## Examination question

A crystal of zinc sulphide has been calculated with PBE. Its levels were then corrected in one step with the hybrid functional B3LYP, keeping the PBE orbitals. In the table, "state start level" is the PBE energy and "state corrected level" the B3LYP energy, each counted from the highest filled level of its own column. The three "state k" columns locate the electron wave in the reciprocal cell.

ABINIT 10.8.3, ZnS (F-43m) at the given geometry: PBE levels and their one-shot B3LYP correction on PBE orbitals, without spin-orbit coupling. Γ-centred 6×6×6 k mesh, PseudoDojo NC SR PBE v0.4.1 standard pseudopotentials, plane-wave cutoff 1034.03 eV, 21 bands in the sums. Each column of levels counts from its own highest filled level.

| row | state k a (reciprocal cell vector) | state k b (reciprocal cell vector) | state k c (reciprocal cell vector) | state band | state start level (eV) | state corrected level (eV) |
| --- | --- | --- | --- | --- | --- | --- |
| 1 | ? | ? | ? | top filled | ? | ? |
| 2 | ? | ? | ? | first empty | ? | ? |
| 3 | ? | ? | ? | top filled | ? | ? |
| 4 | ? | ? | ? | first empty | ? | ? |
| 5 | 0.333 | 0.000 | 0.000 | top filled | -0.673 | -0.704 |
| 6 | 0.333 | 0.000 | 0.000 | first empty | 3.436 | 4.988 |
| 7 | 0.500 | 0.000 | 0.000 | top filled | -0.865 | -0.905 |
| 8 | 0.500 | 0.000 | 0.000 | first empty | 3.309 | 4.853 |
| 9 | 0.167 | 0.167 | 0.000 | top filled | -0.668 | -0.693 |
| 10 | 0.167 | 0.167 | 0.000 | first empty | 3.823 | 5.336 |
| 11 | 0.333 | 0.167 | 0.000 | top filled | -1.146 | -1.196 |
| 12 | 0.333 | 0.167 | 0.000 | first empty | 4.360 | 5.943 |
| 13 | 0.500 | 0.167 | 0.000 | top filled | -1.246 | -1.301 |
| 14 | 0.500 | 0.167 | 0.000 | first empty | 4.290 | 5.869 |
| 15 | -0.333 | 0.167 | 0.000 | top filled | -0.893 | -0.934 |
| 16 | -0.333 | 0.167 | 0.000 | first empty | 4.445 | 6.033 |
| 17 | -0.167 | 0.167 | 0.000 | top filled | -0.379 | -0.398 |
| 18 | -0.167 | 0.167 | 0.000 | first empty | 4.249 | 5.821 |
| 19 | 0.333 | 0.333 | 0.000 | top filled | -1.741 | -1.815 |
| 20 | 0.333 | 0.333 | 0.000 | first empty | 3.929 | 5.539 |
| 21 | 0.500 | 0.333 | 0.000 | top filled | -1.912 | -1.992 |
| 22 | 0.500 | 0.333 | 0.000 | first empty | 3.985 | 5.588 |
| 23 | -0.333 | 0.333 | 0.000 | top filled | -1.523 | -1.590 |
| 24 | -0.333 | 0.333 | 0.000 | first empty | 4.437 | 6.054 |
| 25 | 0.500 | 0.500 | 0.000 | top filled | -2.216 | -2.302 |
| 26 | 0.500 | 0.500 | 0.000 | first empty | 3.408 | 4.999 |
| 27 | 0.500 | 0.333 | 0.167 | top filled | -1.507 | -1.568 |
| 28 | 0.500 | 0.333 | 0.167 | first empty | 5.274 | 6.903 |
| 29 | -0.333 | 0.333 | 0.167 | top filled | -1.874 | -1.949 |
| 30 | -0.333 | 0.333 | 0.167 | first empty | 5.336 | 6.972 |
| 31 | -0.333 | 0.500 | 0.167 | top filled | -2.593 | -2.672 |
| 32 | -0.333 | 0.500 | 0.167 | first empty | 4.843 | 6.480 |

The run's summary gives the gap, the smallest step from a filled to an empty level, as 2.112 eV in PBE and 3.595 eV in B3LYP. Predict the levels in rows 1 to 4, with error bars. Is it safer to predict a corrected level or the correction, that is, the corrected level minus the start level?

## Model answer

**Where the rows lie.** The points follow a regular mesh with steps of one sixth, listed from its origin. Rows 1 and 2 should therefore be at Γ, the centre of the zone, and rows 3 and 4 at (0.167, 0, 0). The second point lies on the line from Γ to L, which rows 5 to 8 continue.

**Rows 1 and 2.** Zinc sulphide has its smallest gap at Γ, so row 1 should hold the top filled level: 0 in both columns, by the choice of zero. Row 2 then equals the gap. The run's summary states the gaps, so 2.112 eV for PBE and 3.595 eV for B3LYP (± 0.001 eV) are a deduction and no feat of foresight.

**Why the correction is large, and why it varies slowly.** PBE gives filled and empty states the same local exchange potential. Exact exchange, of which B3LYP contains a share, lowers filled states more than empty ones, because it depends on overlap with the filled orbitals. This opens the gap, which PBE as a rule makes too small. Since both columns start at the valence top, the whole opening appears in the empty levels. Orbitals change gradually along a band, so close to Γ the correction must approach that of the gap, 1.483 eV.

**Row 3.** Along Γ–L the energy is the same for $k$ and $-k$ and repeats from cell to cell, so it is a sum of cosines. The first describes coupling between neighbouring layers of the crystal, the second coupling to the next layer but one. Only these two are kept here, which is an approximation. With $x$ the first coordinate and $\Delta E$ the energy relative to Γ,

$$\Delta E(x)=A(1-\cos 2\pi x)+B(1-\cos 4\pi x).$$

Inserting $x=1/6$, $1/3$ and $1/2$ and eliminating the constants $A$ and $B$ gives

$$\Delta E(1/6)=\Delta E(1/3)-\tfrac12\,\Delta E(1/2).$$

Rows 5 and 7 supply the right-hand side for PBE: $-0.673+0.865/2=-0.24$ eV. The B3LYP column gives −0.25 eV in the same way. On the line from Γ to X, where the answer is visible in row 9, the rule errs by 0.035 eV, so the error bar is ± 0.04 eV for both.

**Row 4.** The same rule fails for the empty band: on Γ–X it puts row 10 about 0.54 eV too low. The band rises from Γ as a steep valley, which two cosines cannot follow. Cubic symmetry makes this valley round close to Γ, so row 10 can serve as a yardstick, though it lies in another direction. Row 4 is 0.87 times as far from Γ.

Two limits now frame the estimate. Near the bottom of a valley the energy grows as the square of the distance, which gives row 4 a share of 0.75 of row 10's rise. Further up, a simple two-band picture makes the growth linear, which gives 0.87. The middle, 0.81, leads to 3.49 ± 0.15 eV for PBE and 5.00 ± 0.15 eV for B3LYP.

**The correction in row 4.** The difference of these two forecasts is 1.51 ± 0.03 eV. Because both forecasts use the same share, it must lie between the correction at Γ and that of row 10. A wrong share would shift both levels almost equally, so the correction is the safer thing to predict. A straight line of correction against PBE energy, fitted to the visible empty levels, would give 1.56 eV instead. The two forecasts differ because the line considers only how high a level lies, while the first also considers how close it is to Γ.

The withheld rows as computed:

| row | state k a (reciprocal cell vector) | state k b (reciprocal cell vector) | state k c (reciprocal cell vector) | state band | state start level (eV) | state corrected level (eV) |
| --- | --- | --- | --- | --- | --- | --- |
| 1 | 0.000 | 0.000 | 0.000 | top filled | 0.000 | 0.000 |
| 2 | 0.000 | 0.000 | 0.000 | first empty | 2.112 | 3.595 |
| 3 | 0.167 | 0.000 | 0.000 | top filled | -0.246 | -0.256 |
| 4 | 0.167 | 0.000 | 0.000 | first empty | 3.221 | 4.727 |

## Remarks on the reasoning

The positions and the deduced levels of rows 1 and 2 are right. Row 3 is a real hit: both levels agree with the forecast to within 0.01 eV. The filled band falls gently from Γ, and here the couplings between near layers describe it well.

Row 4 is a clear miss for the levels. Both forecasts are about 0.27 eV too high, almost twice the error bar. The computed PBE rise from Γ is $3.221-2.112=1.109$ eV, only 0.65 of the rise in row 10. That is below even the quadratic limit of 0.75, so choosing another point between the two limits would not have saved the answer.

What failed was the round valley. Cubic symmetry guarantees roundness only for the part of the energy that grows as the square of the distance; the next part may depend on direction. The known rows contained a warning. Row 6, towards L, is farther from Γ than row 10, towards X, yet its PBE level is lower: 3.436 against 3.823 eV. A careful candidate would have lowered the forecast or widened its bar.

The correction nevertheless comes out at 1.506 eV, well inside its range. The false assumption raised the PBE and B3LYP forecasts by nearly the same amount, and the difference removed the error. The close agreement deserves modest credit, since any value between the corrections at Γ and in row 10 would also have fallen within the bar. The straight line is about 0.05 eV too high, so here nearness to Γ was the better guide. A change in the mixture of zinc and sulphur orbitals along the band may be the reason, but that is a guess which the energies alone cannot test.

These successes and failures concern one calculation, not the measured crystal. The number of bands is no concern for the correction: with the PBE orbitals kept fixed, exact exchange sums over filled bands only, and all 13 of them are included. The cutoff and the mesh are another matter. They are working values whose convergence was not tested here, and a general warning from tests on other systems says that such settings may fall short. The cutoff is only 0.9 times the value suggested for these pseudopotentials, and the exact exchange in B3LYP settles slowly as the mesh is refined. The correction of about 1.5 eV may therefore shift with a higher cutoff or a finer mesh, by an amount this run cannot tell. The printed output after this text lists the forecasts, the controls and the misses.

The practical rule is to calculate the PBE level at the wanted point and to interpolate only the correction. Over all the empty levels in the table, the PBE energies span $5.336-2.112\approx3.2$ eV, but the corrections span only $1.637-1.483\approx0.15$ eV. Even the crudest version, adding the gap correction to every empty level, errs by at most about 0.15 eV relative to the B3LYP column.

Output of the analysis:

```
Correction of the gap, eV: 1.483
Smallest correction of a visible empty level, eV: 1.513
Largest correction of a visible empty level, eV: 1.637
Smallest stretch of a visible filled level, per cent: 3.047
Largest stretch of a visible filled level, per cent: 5.013
Control on Gamma-X, two-cosine rule less computed PBE level of row 9, eV: 0.035
Control on Gamma-X, two-cosine rule less computed PBE level of row 10, eV: -0.542
PBE rise above the band bottom, row 18 over row 10, ratio: 1.249
Row 1, sum of the distances of both levels from zero, eV: 0
Row 2 PBE level computed (deduced 2.112), eV: 2.112
Row 2 PBE deduced less computed, eV: 0
Row 2 B3LYP level computed (deduced 3.595), eV: 3.595
Row 2 B3LYP deduced less computed, eV: 0
Row 3 PBE level forecast (error bar 0.04), eV: -0.2405
Row 3 PBE level computed, eV: -0.246
Row 3 PBE forecast less computed, eV: 0.0055
Row 3 B3LYP level forecast (error bar 0.04), eV: -0.2515
Row 3 B3LYP level computed, eV: -0.256
Row 3 B3LYP forecast less computed, eV: 0.0045
Row 4 PBE level forecast (error bar 0.15), eV: 3.495
Row 4 PBE level computed, eV: 3.221
Row 4 PBE forecast less computed, eV: 0.2735
Row 4 B3LYP level forecast (error bar 0.15), eV: 5.002
Row 4 B3LYP level computed, eV: 4.727
Row 4 B3LYP forecast less computed, eV: 0.2748
Row 4 correction forecast (error bar 0.03), eV: 1.507
Row 4 correction computed, eV: 1.506
Row 4 correction from the rival straight line, eV: 1.559
```
